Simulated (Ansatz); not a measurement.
## Abstraction of H: AlH(SH)2 + B(CH3)I → Al(SH)2 + BH(CH3)I

Species: AlH(SH)2, singlet; B(CH3)I, doublet; Al(SH)2, doublet; BH(CH3)I, singlet. A radical takes H: the energy is the difference in strength between the Al–H bond broken and the B–H bond made.

Shapes, held fixed at every level: PBE0-D4/def2-TZVP. Flexible molecules stand in one conformer, not always the lowest. Programs: Ansatz 0.2.0. The zero-point and thermal change to 298 K, harmonic and unscaled (PBE0-D4/def2-TZVP), is +7.6 kJ/mol.

Estimate ΔH(298 K) of this reaction.

The highest level, CCSD(T)/def2-TZVPP, gives ΔH(298 K) = -78.6 kJ/mol; the levels span -85.2 to -74.8. The column of differences is taken from that level and isn't an error. No measured value is set beside it here. Open shells run unrestricted unless RO is named. For atoms past krypton def2 sets carry core potentials with scalar relativity. Correlated rows may include outer-core shells of I, which these sets cover unevenly.

| level | kind | ΔH(298 K) (kJ/mol) | less CCSD(T)/def2-TZVPP |
| --- | --- | --- | --- |
| r2SCAN-D4/def2-TZVPP | meta-GGA | -74.8 | +3.8 |
| B3LYP-D4/def2-TZVPP | global hybrid | -81.1 | -2.5 |
| wB97X-V/def2-TZVPP | range-separated hybrid | -75.9 | +2.7 |
| B2PLYP/def2-TZVPP | double hybrid | -80.3 | -1.7 |
| MP2/def2-TZVPP | perturbation theory | -85.2 | -6.6 |
| CCSD(T)/def2-SVP | coupled cluster or CI | -76.7 | +1.9 |
| CCSD/def2-TZVPP | coupled cluster or CI | -77.3 | +1.3 |
| CCSD(T)/def2-TZVPP | coupled cluster or CI | -78.6 | 0.0 |

Hydrogen transfer from aluminium to boron is clearly exothermic at every level, so in these molecules the B–H bond is stronger than the Al–H bond by about 78.6 kJ/mol. The main reason is probably orbital size: boron's compact 2s and 2p valence orbitals overlap well with hydrogen 1s, whereas the more diffuse 3s and 3p orbitals of aluminium make a longer, weaker bond, which the greater polarity of Al–H doesn't offset. The positive zero-point and thermal term fits this picture, since a stiffer B–H oscillator replaces a softer Al–H one.

Connected triples shift the result only from -77.3 to -78.6 kJ/mol, which suggests that the energy difference isn't governed by strong static correlation. MP2 exaggerates the exothermicity most, perhaps because second-order theory treats pair correlation unevenly between the two bonds. The preference for B–H also includes the substituents' influence on both radicals and both closed-shell molecules, and a favourable reaction enthalpy doesn't establish a low barrier to abstraction.
